# Solution key: scaling near the jamming point from cutting arguments

**Problem.** For a hard-sphere colloidal glass close to jamming, derive (a) the entropic springs, (b) the harmonic energy and $z_{\rm iso}$, (c) the cutting length $l^*$, (d) the density of states and $\omega^*$, (e) the stability condition under prestress, (f) $G/B$. State (g) the range of validity and give (h) numbers for silica colloids.

## Premises and conventions

$N$ frictionless spheres of diameter $\sigma$ and mass $m$ fill a periodic volume $V$ in $d$ dimensions, with $n=N/V$. Forces $f>0$ are repulsive, $\omega$ is an angular frequency and $\gamma$ is the engineering shear strain.

- **P1.** Positions are averaged over a time long against the collision time and short against structural relaxation. Pairs that collide in this window are contacts. Rattlers are removed, $N_c=Nz/2$, and $\delta z=z-2d\ll 2d$.
- **P2.** Contacts are spread homogeneously and isotropically.
- **P3.** For prefactors, all contacts share one mean gap $h$, force $f$, stiffness $k$ and length $r=\sigma+h\simeq\sigma$.
- **P4.** Zero modes released by a cut extend over the cut piece. Their local amplitude and direction are uncorrelated with position, and the transverse displacements of neighbours are uncorrelated.
- **P5.** The bond extensions imposed by a shear are uncorrelated in sign with the normal modes and states of self stress of the network.

P4 and P5 are statistical assumptions, not theorems. The exponents below need them only up to factors of order one, while the prefactors need them literally.

## (a) Entropic springs

At fixed pressure $p$ the variables are $dN-d$ displacements $\mathbf u_i$ (translations removed) and $V$. Take the isostatic case $N_c=dN-d+1$. To linear order about the jammed state, the gap of contact $b=(ij)$ with unit vector $\mathbf n_b$ is
$$h_b=\mathbf n_b\cdot(\mathbf u_j-\mathbf u_i)+\frac{r\,\delta V}{dV}.$$
There are as many gaps as variables, so this map is invertible with constant Jacobian. Multiply by the contact forces $f_b$ and sum. The displacement terms cancel by force balance on each sphere, and the virial $pVd=\sum_b f_b r$ leaves $p\,\delta V=\sum_b f_bh_b$. The isobaric partition function factorises:
$$Z\propto\prod_b\int_0^\infty dh_b\,e^{-f_bh_b/k_BT}=\prod_b\frac{k_BT}{f_b},\qquad \langle h_b\rangle=\frac{k_BT}{f_b}.$$
The free energy per contact is $k_BT\ln f$. Its Legendre transform to the mean gap, now written $h$, is $k_BT\ln f-fh$, so
$$U(h)=-k_BT\ln h+\text{const},\qquad f=\frac{k_BT}{h},\qquad k=U''=\frac{k_BT}{h^2},\qquad \boxed{e\equiv\frac{f}{kr}=\frac hr}$$
This effective potential is due to Brito and Wyart (2006). For $\delta z>0$ a fraction $\delta z/z$ of the gaps is no longer independent, and $U$ is kept as an approximation with relative corrections expected of that order. The virial gives the reduced pressure $P=p/nk_BT\simeq z/(2de)\simeq1/e$, where the ideal-gas term 1 is dropped. Also $p\,\delta V=N_ck_BT\simeq dNk_BT$, so $P\simeq d/(1-\phi/\phi_J)$ at volume fraction $\phi$ and jamming fraction $\phi_J$.

## (b) Harmonic energy and counting

Split the relative displacement of a contact into $u_\parallel$ along $\mathbf n_b$ and $\mathbf u_\perp$. Then
$$r'=\sqrt{(r+u_\parallel)^2+u_\perp^2}=r+u_\parallel+\frac{u_\perp^2}{2r}+O(u^3).$$
Insert this in $\delta U=-f\,\delta r+\tfrac12k\,\delta r^2$. The terms $-fu_\parallel$ sum to zero by force balance, leaving
$$\delta E=\frac k2\sum_b\left[u_{\parallel,b}^2-e\,u_{\perp,b}^2\right].\tag{1}$$
Repulsive prestress lowers the energy of every transverse motion. Set $e=0$ until (e). A zero mode solves the $N_c$ linear equations $u_{\parallel,b}=0$ in $dN$ unknowns, so there are at least $dN-N_c$ of them (Maxwell counting). Rigidity that also carries a pressure needs $N_c\ge dN-d+1$, so $z_{\rm iso}=2d-2(d-1)/N\to2d$. The excess constraints number $N\delta z/2$.

## (c) Cutting length

Remove every contact that crosses one of a set of planes normal to $x$ with spacing $L\gg r$. A contact spans a length $r|n_x|$ along $x$, so it is cut with probability $r|n_x|/L$. With $c_d=\langle|n_x|\rangle$, where $c_1=1$ and $c_3=\int_0^{\pi/2}\cos\theta\sin\theta\,d\theta=\tfrac12$, the number cut is $N(z/2)c_dr/L$. Counting as in (b), the slabs have at least
$$M=N\left[\frac{zc_dr}{2L}-\frac{\delta z}{2}\right]\tag{2}$$
zero modes. For $d\ge2$ the rigid motions of wide slabs are a vanishing fraction of these. $M>0$ requires $L<l^*$ with
$$\boxed{l^*=\frac{zc_d\,r}{\delta z}\;\to\;\frac{3\sigma}{\delta z}\quad(d=3)}$$
Cutting into cubes uses $d$ sets of planes and multiplies $l^*$ by $d$. The prefactor depends on the shape of the piece and the law $l^*\sim\sigma/\delta z$ does not. A piece smaller than $l^*$ is held rigid only by its surroundings.

## (d) Density of states

Return to the uncut network. Let $\omega_0^2=k/m$. From each zero mode $\mathbf u$ of a slab $0<x<L$ build the trial mode (Wyart, Nagel and Witten, 2005)
$$\tilde{\mathbf u}_i=\psi_i\mathbf u_i,\qquad\psi_i=\sin(\pi x_i/L).$$

*Stretching.* Inside the slab $\mathbf u_i\cdot\mathbf n_b=\mathbf u_j\cdot\mathbf n_b$, hence
$$\tilde u_{\parallel,b}=(\psi_j-\psi_i)\,\mathbf u_i\cdot\mathbf n_b\simeq\frac{\pi r}{L}\cos\!\left(\frac{\pi x}{L}\right)n_x\,(\mathbf u_i\cdot\mathbf n_b).$$
On a restored contact $|\psi_i|\le\pi r/L$, so its stretch is of the same order. Such contacts are a fraction of order $r/L$ of all, and their share is dropped.

*Rayleigh quotient.* By P2 and P4, $\langle\cos^2\rangle=\langle\sin^2\rangle=\tfrac12$, $\langle n_x^2\rangle=1/d$ and $\langle(\mathbf u\cdot\mathbf n)^2\rangle=\langle u^2\rangle/d$. With $z/2$ contacts per sphere the mean quotient is
$$\omega_L^2=\omega_0^2\,\frac{\sum_b\tilde u_{\parallel,b}^2}{\sum_i\tilde u_i^2}=\omega_0^2\left(\frac{\pi r}{L}\right)^2\frac{z}{2d^2}.\tag{3}$$
P4 also makes the overlap matrix of the trial modes half the unit matrix, so they are orthonormal after scaling by $\sqrt2$.

*From quotient to count.* The sum of the $M$ lowest eigenvalues $\omega^2$ cannot exceed the trace of the dynamical matrix on any $M$ orthonormal vectors, here $M\omega_L^2$. All eigenvalues are non-negative. If more than $M/2$ of the lowest $M$ exceeded $2\omega_L^2$, their sum would exceed $M\omega_L^2$. So at least $M/2$ modes lie at or below $\omega=\sqrt2\,\omega_L$, for which $r/L=d\,\omega/(\pi\sqrt z\,\omega_0)$. Inserting this in (2), the number of modes below $\omega$ obeys
$$\frac{\mathcal N(\omega)}{N}\ge\frac{c_d\,d\sqrt z}{4\pi}\,\frac{\omega-\omega^*}{\omega_0},\qquad\boxed{\omega^*=\frac{\pi\,\delta z}{c_d\,d\sqrt z}\sqrt{\frac km}\;\to\;0.855\,\delta z\,\omega_0}\tag{4}$$
for $d=3$, $z=6$, where the slope is $0.292$ per sphere, or $0.0975$ per mode.

*What is shown.* The cumulative count grows at least linearly above $\omega^*$, whereas Debye plane waves give $\mathcal N\propto\omega^d$. A linear $\mathcal N$ is a flat $D(\omega)=d\mathcal N/d\omega$. Equation (4) is a lower bound on the integral of $D$. That $D$ is flat, and not larger at low $\omega$, is the further statement that the bound is saturated up to a constant. Simulations of networks with narrow stiffness distributions find this.

*Two consistency tests.* The trace of the dynamical matrix is $Nz\omega_0^2$, so $\langle\omega^2\rangle=(z/d)\omega_0^2=2\omega_0^2$. A flat normalised spectrum with this moment has $\omega_{\max}^2/3=2\omega_0^2$, so $\omega_{\max}=2.45\,\omega_0$ and height $D_0=0.408/\omega_0$. The bound supplies a fraction $0.24$ of it. The linear chain is isostatic ($d=1$, $z=2$) and has $\omega=2\omega_0\sin(qr/2)$, so $\mathcal N/N=qr/\pi\to\omega/\pi\omega_0$, of slope $0.318$. Equation (4) gives $\sqrt2/4\pi=0.113$, which lies below it as a bound must.

## (e) Stability against prestress

Evaluate (1) on the trial modes. Their relative displacements are transverse up to $O(r/L)$. Write $\sum_b\tilde u_{\perp,b}^2=A\sum_i\tilde u_i^2$. By P4 each end of a contact contributes $\langle u^2\rangle(d-1)/d$, so $A=(z/2)\cdot2(d-1)/d=4$ for $d=3$, $z=6$. The mean quotient becomes $\omega_L^2-Ae\,\omega_0^2$. If it were negative, some vector would lower the energy and the state would be unstable. Trial modes exist for every $L<l^*$, and the most demanding case is $L\to l^*$, where (3) gives
$$\omega_{l^*}^2=\frac{\pi^2\,\delta z^2}{2zc_d^2d^2}\,\omega_0^2\;\to\;\frac{\pi^2}{27}\,\delta z^2\,\omega_0^2 .$$
Stability therefore requires
$$\boxed{\delta z\ge C\,e^{1/2},\qquad C=\frac{c_d\,d\sqrt{2zA}}{\pi}\;\to\;\frac{\sqrt{108}}{\pi}=3.3}\tag{5}$$
The condition is necessary and not sufficient, since modes softer than the trial set can raise the threshold. For hard spheres $e\simeq1/P$, so $\delta z\ge CP^{-1/2}$. Prestress lowers the squared frequencies of these modes by $Ae\,\omega_0^2$. In a marginal glass, where (5) is nearly an equality, modes fill the range below $\omega^*$, which then marks a crossover and not an edge.

## (f) Elastic moduli

An affine strain imposes extensions $y_b$. The spheres relax, and at $e=0$
$$E=\min_{\mathbf u}\tfrac12\sum_bk_b\,x_b^2,\qquad x=y+\mathcal R\mathbf u,$$
where $(\mathcal R\mathbf u)_b=u_{\parallel,b}$. A state of self stress $s$ obeys $\mathcal R^Ts=0$. In a rigid periodic network there are $N_c-(dN-d)\simeq N\delta z/2$ of them.

*Compression.* Force balance says $\mathcal R^Tf=0$, so $f\cdot x=f\cdot y$ for any relaxation. The Cauchy–Schwarz inequality $(f\cdot x)^2\le\left(\sum f_b^2/k_b\right)\left(\sum k_bx_b^2\right)$ gives
$$E\ge\frac{(f\cdot y)^2}{2\sum_bf_b^2/k_b}.$$
For a linear compression $\eta$, $y_b=-\eta r$ and $E=\tfrac12BV(d\eta)^2$. All $f_b$ are positive, so the sum $f\cdot y$ adds coherently. For entropic springs $f_b^2/k_b=k_BT$, hence $B\ge nzr^2\langle f\rangle^2/(2d^2k_BT)$. The unrelaxed energy is an upper bound, with $\langle f^2\rangle$ in place of $\langle f\rangle^2$. Under P3 the bounds meet:
$$B=\frac{nzkr^2}{2d^2}\;\to\;\frac{nk_BT}{d\,e^2}.$$
As a test, $p=dNk_BT/(V-V_J)$ from (a), with $V_J$ the jammed volume, gives $B=-V\,\partial p/\partial V=nk_BTP^2/d$, the same result. $B$ stays finite in units of $k$ as $\delta z\to0$.

*Shear.* Here $y_b=\gamma r\,n_xn_y$, and $f\cdot y$ is proportional to the shear stress, which vanishes in an isotropic state. The coherent contribution is absent. With equal $k$, minimising gives $\mathcal R^T\mathcal R\mathbf u=-\mathcal R^Ty$. For a normalised mode $v$ with $|\mathcal Rv|^2=\omega^2/\omega_0^2$ the amplitude is $a=-(y\cdot\mathcal Rv)\,\omega_0^2/\omega^2$. By P5, $\langle(y\cdot\mathcal Rv)^2\rangle=\bar y^2\omega^2/\omega_0^2$ with $\bar y^2=\gamma^2r^2\langle n_x^2n_y^2\rangle=\gamma^2r^2/[d(d+2)]$. So
$$\langle a^2\rangle=\bar y^2\,\omega_0^2/\omega^2,\tag{6}$$
and each mode lowers the energy by $\tfrac12k\langle a^2\rangle\omega^2/\omega_0^2=\tfrac12k\bar y^2$. Summing over $dN$ modes, $E=\tfrac12k\bar y^2(N_c-dN)=\tfrac12k\bar y^2N\delta z/2$, one share for each state of self stress. With $E=\tfrac12G_0V\gamma^2$,
$$G_0=\frac{nkr^2\,\delta z}{2d(d+2)},\qquad\boxed{\frac{G_0}{B}=\frac{d}{d+2}\,\frac{\delta z}{z}\;\to\;\frac{\delta z}{10}}\tag{7}$$
A random spring network without an all-positive self stress has $B\sim\delta z$ as well, and its $G/B$ stays finite.

*Size of the prestress terms.* For $B$ they are of relative order $p/B=de$. For $G$ there are two, to first order in $e$; their cross term averages to zero by P5.

1. Affine part: $\langle u_\perp^2\rangle=\gamma^2r^2\langle n_y^2-n_x^2n_y^2\rangle=\gamma^2r^2(d+1)/[d(d+2)]$, so $\Delta G/G_0=-(d+1)ze/\delta z\to-24\,e/\delta z$. On the bound (5) this vanishes as $e^{1/2}$.
2. Non-affine part: by (6) and a flat spectrum, $\sum_iu_i^2\simeq dN\bar y^2D_0\omega_0^2/\omega^*$. Multiplying by $\tfrac12keA$ and dividing by $E$ gives $\Delta G/G_0=-2AdD_0\omega_0^2e/(\omega^*\delta z)\to-(36/\pi)\,e/\delta z^2=-11.5\,e/\delta z^2$. On the bound its magnitude is $\pi/3=1.05$, so first order fails there.

Since (5) keeps $e/\delta z^2\le1/C^2$, the second term does not grow as $\delta z\to0$ and sets no new power. It does leave the prefactor of (7) open by a factor of order one in a marginal glass, and this first-order estimate cannot fix it. With that proviso, $\delta z\sim P^{-1/2}$ gives $B\sim P^2$ and $G\sim P^{3/2}$ in units of $nk_BT$.

## (g) Range of validity

- $\delta z\ll2d$ and $e\ll\delta z/24$ in $d=3$; sample size well above $l^*$; times within the window of P1.
- Frictionless, purely repulsive, nearly spherical particles. Friction, adhesion or aspherical shape change the counting in (b). Crystals violate P4 and P5.
- The interaction must be steep on the scale of $h$.
- P3 is the weakest premise for hard spheres, because $k_b=f_b^2/k_BT$ turns an abundance of weak forces into many soft springs. Theories that keep the force distribution turn the plateau into a weak power law and lower the exponent of $G(P)$ slightly below $3/2$. The counting result for $l^*$ and the bounds on $B$ do not use equal stiffness.
- Colloids are overdamped, so $\omega$ is the frequency of a fictitious undamped system. The physical quantity is the stiffness eigenvalue $\lambda=m\omega^2$, which follows from the displacement covariance because a mode has variance $k_BT/\lambda$.

## (h) Illustration: sterically stabilised silica in cyclohexane

Assumed or typical inputs: $\sigma=1.0\ \mu$m including the alkyl coating, $T=298$ K, particle density $2.0$ g cm$^{-3}$, solvent density $0.78$ g cm$^{-3}$, viscosity $\eta_s=0.9$ mPa s, $\phi_J=0.64$, $g=9.81$ m s$^{-2}$, mean gap $h=5$ nm and $\delta z=0.5$. The solvent roughly matches the refractive index of the particles, and van der Waals attraction is neglected. Prefactors use $z=6$, a relative approximation of $\delta z/6=8\%$.

Then $e=0.005$, $P=200$, $\phi=\phi_J(1-3/P)=0.63$, $n=6\phi/\pi\sigma^3=1.203\ \mu$m$^{-3}$, $k_BT=4.114\times10^{-21}$ J, $nk_BT=4.95$ mPa and $m=1.05\times10^{-15}$ kg.

| Quantity | Model value |
|---|---|
| $f=k_BT/h$ | $0.82$ pN |
| $k=k_BT/h^2$ | $1.65\times10^{-4}$ N m$^{-1}$ |
| bound $Ce^{1/2}$ | $0.23$, below $\delta z=0.5$ |
| $l^*$ (slab, cube) | $6\ \mu$m, $18\ \mu$m |
| $\omega_0$, $\omega^*$ | $3.96\times10^5$, $1.7\times10^5$ s$^{-1}$ |
| $\lambda^*=m\omega^{*2}$ | $3.0\times10^{-5}$ N m$^{-1}$ |
| $(k_BT/\lambda^*)^{1/2}$ | $12$ nm |
| $p$, $B$, $G_0$ | $0.99$, $66$, $3.3$ Pa |
| $G_0/B$, $G_0\sigma^3/k_BT$ | $0.05$, $8.0\times10^2$ |

*Damping.* Stokes friction is $\zeta=3\pi\eta_s\sigma=8.5\times10^{-9}$ kg s$^{-1}$, so $\zeta/m=8.1\times10^6$ s$^{-1}$, which is $48$ times $\omega^*$. The mode relaxes without oscillating. The rate $\lambda^*/\zeta=3.5\times10^3$ s$^{-1}$ ignores hydrodynamic coupling between spheres and is only a scale: squeeze lubrication of one contact exceeds Stokes friction by the standard factor $\sigma/8h=25$. Static quantities are unaffected.

*Competing terms.* Prestress changes $B$ by a relative amount of order $0.015$. It lowers $G$ by $0.24$ (affine) and $0.23$ (non-affine) of $G_0$. The weight of the particles gives a pressure gradient $\phi\,\Delta\rho\,g=7.5\times10^3$ Pa m$^{-1}$, with $\Delta\rho$ the density difference. The state described is thus found $0.13$ mm below the top of a sediment, and $p$ varies by $5\%$ over the slab length $l^*$. An assumed uncertainty of $1$ nm in the contact position, from a soft coating, changes $k$, $B$ and $G_0$ by $2\,\delta h/h=40\%$ to first order at fixed $n$ and $\delta z$, and leaves $G_0/B$ unchanged. The two prestress terms total $0.47\,G_0$ and are proportional to $h$, so $d\ln G/d\ln h=-2-0.47/0.53=-2.9$: to first order $G$ changes by $58\%$ and $G/B$ by $18\%$.

*Result.* The model's shear modulus is about $2$ Pa, or $4\times10^2\,k_BT/\sigma^3$, with $G/B\approx0.03$, good to about a factor of two. These are the model's numbers for an assumed $h$ and $\delta z$, not the material's. Plateau moduli typical of hard-sphere colloidal glasses about one per cent in volume fraction below close packing are some hundreds of $k_BT/\sigma^3$, with wide scatter because $\phi_J-\phi$ is poorly known, so the model is of the typical order and no closer match can be claimed.